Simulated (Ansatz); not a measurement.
# A series in volume scale on In

Results calculated with Ansatz 0.2.0, not measured. Periodic Kohn-Sham DFT of a crystal at fixed atoms, scaled to volume_scale times the given cell; pressure positive in compression, energy less spherical unpolarised free atoms, largest_vzz the field gradient of largest size among the nuclei.

The cell before it is scaled or strained (space group R-3m, No. 166):
```
In
1.0
      1.6696     0.9640     8.2075
     -1.6696     0.9640     8.2075
      0.0000    -1.9279     8.2075
In
3
Direct
  0.00000 0.00000 0.00000
  0.77801 0.77801 0.77801
  0.22199 0.22199 0.22199
```

Settings of every row: method all-electron LAPW; functional PBEsol; relativity scalar; k mesh 14x14x14; filling fermi-dirac; smearing width 0.05 eV; basis error target 0.5 meV/atom; nucleus gaussian.

Atom start moment: 0 on all atoms.

Limits: the cell comes from a prototype or a list of computed structures and needn't be the stable phase.

```csv
row,volume scale,V (Å³/atom),pressure (GPa),energy less free atoms (eV/atom)
1,0.94,24.834,1.537,-2.9555
2,0.96,25.362,0.509,-2.9588
3,0.98,25.891,-0.398,-2.959
4,0.99,26.155,-0.811,-2.958
5,1,26.419,-1.199,-2.9563
6,1.01,26.683,-1.563,-2.954
7,1.02,26.947,-1.905,-2.9512
8,1.04,27.476,?,?
9,1.06,28.004,-3.077,-2.9346
```

Question: what pressure and energy less free atoms should row 8 give?

Worked fit of pressure. Take u = (V_r/V)^(2/3) − 1 with V_r = 26.287 Å³ an atom, which is twice the finite (Eulerian) strain; such expansions in the strain, on which the Birch-Murnaghan equation of state is built, carry the rest volume and the bulk modulus. The shown rows have u = 0.03863, 0.02417, 0.01017, 0.00336, -0.00333, -0.00992, -0.0164, -0.0413. Least squares give pressure = −1.0081 + 57.873 × u + 198.06 × u² + 236 × u³ GPa; a parabola predicts inner rows, each left out in turn, worse (root mean square 0.0037 against 0.00083 GPa). The rows lie off it by 0.000, -0.001, 0.001, 0.000, 0.000, 0.000, 0.000, 0.000. The pressure vanishes at u = 0.0165, or V = 25.65 Å³ an atom, and there the bulk modulus at fixed shape and fractions is B = −V dP/dV = (2/3)(1 + u) dP/du = 43.8 GPa. Letting shape and atoms relax would as a rule lower it, by much in layered, chain or molecular crystals. The withheld row has u = -0.02906, so the fit gives −1.0081 + 57.873 × (-0.02906) + 198.06 × (-0.02906)² + 236 × (-0.02906)³ = -2.528 GPa.

The calculation gave -2.528 GPa. The fit meets it to the printed digit.

Worked fit of energy less free atoms. Take u = (V_r/V)^(2/3) − 1 with V_r = 26.287 Å³ an atom, which is twice the finite (Eulerian) strain; such expansions in the strain, on which the Birch-Murnaghan equation of state is built, carry the rest volume and the bulk modulus. The shown rows have u = 0.03863, 0.02417, 0.01017, 0.00336, -0.00333, -0.00992, -0.0164, -0.0413. Least squares give energy less free atoms = −2.95722 − 0.2481 × u + 7.426 × u² + 4.1 × u³ eV/atom; a parabola predicts inner rows, each left out in turn, worse (root mean square 7.2e-05 against 4.1e-05 eV/atom). All shown rows lie on it to the printed digit. Its lowest point lies at u = 0.0165, or V = 25.65 Å³ an atom, and the curvature there gives the bulk modulus at fixed shape and fractions, B = (4/9)(1 + u)² E″(u)/V = 43.8 GPa. Letting shape and atoms relax would as a rule lower it, by much in layered, chain or molecular crystals. The withheld row has u = -0.02906, so the fit gives −2.95722 − 0.2481 × (-0.02906) + 7.426 × (-0.02906)² + 4.1 × (-0.02906)³ = -2.9438 eV/atom.

The calculation gave -2.9438 eV/atom. The fit meets it to the printed digit.
